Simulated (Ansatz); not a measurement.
# Pd: energy above lowest point and pressure as volume per atom varies

Equation of state of a cubic crystal from periodic Kohn-Sham density functional theory without spin; pressure corrected for the finite basis. The results are calculated, by Ansatz 0.2.0 development build.

Cell of the first row (space group Fm-3m, No. 225):
```
CELL_PARAMETERS angstrom
0.00000 1.93090 1.93090
1.93090 0.00000 1.93090
1.93090 1.93090 0.00000
ATOMIC_POSITIONS crystal
Pd 0.00000 0.00000 0.00000
```

Settings of every row: formula Pd; structure type fcc; functional PBE; spin treatment none; k mesh 24x24x24; occupation method fermi-dirac; occupation width 0.061225619 eV; wave cutoff 700 eV; datasets soft-1 PAW; density cutoff ratio 4.

Limits: the SCF threshold is loose for a stress in some rows.

| row | volume per atom (Å³) | energy above lowest point (meV/atom) | pressure (GPa) |
| --- | --- | --- | --- |
| 1 | 14.397 | ? | ? |
| 2 | 14.704 | 14.56 | 7.816 |
| 3 | 15.01 | 3.61 | 3.724 |
| 4 | 15.316 | 0 | 0.131 |
| 5 | 15.622 | 2.83 | -3.023 |
| 6 | 15.929 | 11.31 | -5.789 |

Question: what energy above lowest point and pressure should row 1 give?

Worked fit of energy above lowest point. Take u = (V_r/V)^(2/3) − 1 with V_r = 15.316 Å³ an atom, which is twice the finite (Eulerian) strain; such expansions in the strain, on which the Birch-Murnaghan equation of state is built, carry the rest volume and the bulk modulus. The shown rows have u = 0.02756, 0.01355, 0, -0.0131, -0.02582. Least squares give energy above lowest point = −0.004 + 27.72 × u + 18113.2 × u² meV/atom; a straight line predicts inner rows, each left out in turn, worse (root mean square 6 against 0.11 meV/atom). The rows lie off it by 0.04, -0.09, 0.00, 0.09, -0.05 (root mean square 0.064 meV/atom). The withheld row has u = 0.04211, so the fit gives −0.004 + 27.72 × (0.04211) + 18113.2 × (0.04211)² = 33.28 meV/atom.

The calculation gave 33.86 meV/atom. The fit lies 0.58 meV/atom (1.7 % of the value, 1.7 % of the column's range) below it; its largest miss of a shown row is 0.09 meV/atom. This row lies beyond the range of the fit.

Worked fit of pressure. Take u = (V_r/V)^(2/3) − 1 with V_r = 15.316 Å³ an atom, which is twice the finite (Eulerian) strain; such expansions in the strain, on which the Birch-Murnaghan equation of state is built, carry the rest volume and the bulk modulus. The shown rows have u = 0.02756, 0.01355, 0, -0.0131, -0.02582. Least squares give pressure = 0.1292 + 253.151 × u + 931.02 × u² GPa; a straight line predicts inner rows, each left out in turn, worse (root mean square 0.31 against 0.0074 GPa). The rows lie off it by 0.003, -0.006, 0.002, 0.004, -0.003 (root mean square 0.0038 GPa). The pressure vanishes at u = -0.0005, or V = 15.33 Å³ an atom, and there the bulk modulus at fixed shape and fractions is B = −V dP/dV = (2/3)(1 + u) dP/du = 168 GPa. The withheld row has u = 0.04211, so the fit gives 0.1292 + 253.151 × (0.04211) + 931.02 × (0.04211)² = 12.440 GPa.

The calculation gave 12.473 GPa. The fit lies 0.033 GPa (0.18 % of the column's range) below it; its largest miss of a shown row is 0.006 GPa. This row lies beyond the range of the fit.
